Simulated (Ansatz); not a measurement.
## The polar optical mode of BP at 30 GPa, worked through

The calculation used Ansatz, DFT LDA, scalar-relativistic, plane waves, PAW. Plane waves to 420 eV; Γ-centred k mesh 12×12×12; fixed occupations. No spin polarisation. Phonons by linear response, acoustic sum rule imposed.

The cell, relaxed at 30 GPa:
```cif
data_structure
_symmetry_space_group_name_H-M 'F-43m'
_symmetry_Int_Tables_number 216
_cell_length_a 4.2953
_cell_length_b 4.2953
_cell_length_c 4.2953
_cell_angle_alpha 90.000
_cell_angle_beta 90.000
_cell_angle_gamma 90.000
_cell_volume 79.25
loop_
_atom_site_label
_atom_site_type_symbol
_atom_site_symmetry_multiplicity
_atom_site_Wyckoff_symbol
_atom_site_fract_x
_atom_site_fract_y
_atom_site_fract_z
_atom_site_occupancy
B1 B 4 a 0.00000 0.00000 0.00000 1
P1 P 4 c 0.25000 0.25000 0.25000 1
```

Other phases may be more stable at this pressure. The bands were filled as in an insulator; under compression the gap may have closed between mesh points.

Linear response gives ν_TO = 936.8 cm⁻¹, Born charges ±1.081 e (positive on P) and ε∞ = 9.172. The primitive cell holds 19.812 Å³, and the masses are 10.810 and 30.974 amu.

Question: Find ν_LO and the static dielectric constant.

Answer: The long-wave field adds a restoring force: ω_LO² − ω_TO² = Z*²e²/(ε_vac ε∞ μV). In these units ν_LO² − ν_TO² = 4.92064×10⁷ Z*²/(μ V ε∞) cm⁻², with μ = m₁m₂/(m₁ + m₂) = 8.013 amu: 39503 cm⁻². So ν_LO = √(936.8² + 39503) = 957.7 cm⁻¹, and the run gives 957.7. Lyddane–Sachs–Teller then gives ε0 = ε∞ (ν_LO/ν_TO)² = 9.58, against 9.59 in the run (it forms both from the same three quantities, so the match checks the arithmetic only). Between ν_TO and ν_LO the dielectric function is negative and an undamped crystal reflects fully: a reststrahlen band from 10.4 to 10.7 μm.

Question: What do the Clausius–Mossotti polarisability and the Szigeti charge come to?

Answer: With the Lorentz local field, α = (3V/4π)(ε∞ − 1)/(ε∞ + 2) = 3.46 Å³ for the pair, and e_S = 3Z*/(ε∞ + 2) = 0.29 e. The Born charge includes the electrons' response to the dipole's own local field, and e_S takes that enhancement out. The Lorentz field assumes point-like polarisable ions, a poor picture once ε∞ is this large, since the electron clouds then overlap or are shared, so both numbers are formal here.

Question: How strongly does a slow electron couple to the LO mode?

Answer: For one isotropic parabolic band, Fröhlich's constant is α_F = (1/ε∞ − 1/ε0) √(m* Ry/ħω_LO), with Ry = 13.606 eV, ħω_LO = 118.7 meV and m* in free-electron masses: α_F = 0.0047 × 10.70 × √m* = 0.05 √m*. The band mass isn't part of this run; for m* = 0.1, 0.3 and 1 it gives 0.02, 0.03, 0.05. In weak coupling the polaron lies α_F ħω_LO below the band edge (3 meV at m* = 0.3) with a mass m*(1 + α_F/6); past α_F of about 5 or 6 that expansion fails. A semilocal functional's ε∞ tends to be too large, which taken alone lowers α_F.

Cost: 1 run of about 0.58 core-minutes, on Intel Xeon Platinum 8488C (Sapphire Rapids) (shared hosts).

Compressed BP comes out as a stiff, covalent crystal with a weakly polar lattice response. The optical mode is high because short, directional sp³ bonds resist the relative motion of the sublattices and the light boron atom carries most of it. The Born charge of ±1.081 e is not negligible, but electronic screening weakens its long-range field, which adds little to an already large short-range restoring force. Hence ν_LO lies only slightly above ν_TO, and the ions barely raise the dielectric constant.

The positive sign on P runs against the usual electronegativity order. It probably reflects boron's compact 2p shell, which has no p core beneath it and draws bond charge towards B. A Born charge measures how polarisation changes with displacement, however, so it is no count of static charge transfer.

The small ionic contribution to screening suggests weak Fröhlich scattering, though not necessarily high mobility, since deformation-potential and impurity scattering remain. With one pressure computed, the results do not show whether compression strengthens or weakens the polarity.
